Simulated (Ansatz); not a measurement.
## Ag: the change of phonon entropy and phonon heat capacity with temperature

Harmonic vibrational free energy, entropy and heat capacity at constant volume, per atom, from the force constants of a q mesh, imaginary modes left out; plane waves with PAW datasets, Gamma-centred k mesh. The results are calculated, by Ansatz 0.2.0.

Structure of every row (space group Fm-3m, No. 225):
```
cell vectors (Å)
   0.0000     2.0007     2.0007
   2.0007     0.0000     2.0007
   2.0007     2.0007     0.0000
atoms (fractions of the cell vectors)
Ag  0.00000  0.00000  0.00000
```

Settings of every row: functional LDA; dispersion none; spin none; wave cutoff 420 eV; k mesh 20x20x20; occupations fermi dirac; smearing width 0.15 eV; pressure 0 GPa; phonon method linear response; q mesh 2x2x2.

Limits: coarse q mesh; levels loosely converged; metal sensitive to the k mesh.

```csv
row,temperature (K),phonon entropy (kB/atom),phonon heat capacity (kB/atom),phonon free energy (meV/atom)
1,200,3.666,2.8,-7.9
2,300,?,?,?
3,400,5.669,2.948,-90.2
4,500,6.329,2.966,-142
5,600,6.871,2.977,-198.9
6,700,7.33,2.983,-260.2
7,800,7.729,2.987,-325.1
8,900,8.081,2.989,-393.3
9,1000,8.396,2.991,-464.3
```

Question: what phonon entropy and phonon heat capacity should row 2 give?

Worked fit of phonon entropy. Entropy rises as the heat capacity times the change of ln T, so take t = ln(T / 300 K). The shown rows have t = -0.4055, 0.2877, 0.5108, 0.6931, 0.8473, 0.9808, 1.0986, 1.204. Least squares give phonon entropy = 4.834 + 2.90238 × t + 0.04848 × t² kB/atom; a straight line predicts inner rows, each left out in turn, worse (root mean square 0.013 against 0.0031 kB/atom). The rows lie off it by 0.001, -0.004, 0.000, 0.002, 0.002, 0.002, 0.000, -0.003, a smooth pattern that one more power would take up: the form is only approximate. The slope at t = 0, 2.9 kB/atom, estimates the heat capacity at 300 K. The withheld row has t = 0, so the fit gives 4.834 + 2.90238 × (0) + 0.04848 × (0)² = 4.834 kB/atom.

The calculation gave 4.826 kB/atom. The fit lies 0.008 kB/atom (0.17 % of the column's range) above it; its largest miss of a shown row is 0.004 kB/atom.

Worked fit of phonon heat capacity. At high temperature a harmonic heat capacity falls short of its limit by a term in 1/T², so take t = (100 K / T)². The shown rows have t = 0.25, 0.0625, 0.04, 0.02778, 0.02041, 0.01562, 0.01235, 0.01. Least squares give phonon heat capacity = 2.9997 − 0.8362 × t + 0.15 × t² kB/atom; a straight line predicts inner rows, each left out in turn, worse (root mean square 0.00077 against 0.00046 kB/atom). All shown rows lie on it to the printed digit. The constant, 2.9997 kB/atom, is to be held against the harmonic limit of 3 k_B an atom. The withheld row has t = 0.11111, so the fit gives 2.9997 − 0.8362 × (0.11111) + 0.15 × (0.11111)² = 2.909 kB/atom.

The calculation gave 2.908 kB/atom. The fit lies 0.001 kB/atom (0.52 % of the column's range) above it, one unit of the last digit.

The other values of row 2: phonon free energy -44.8 meV/atom.
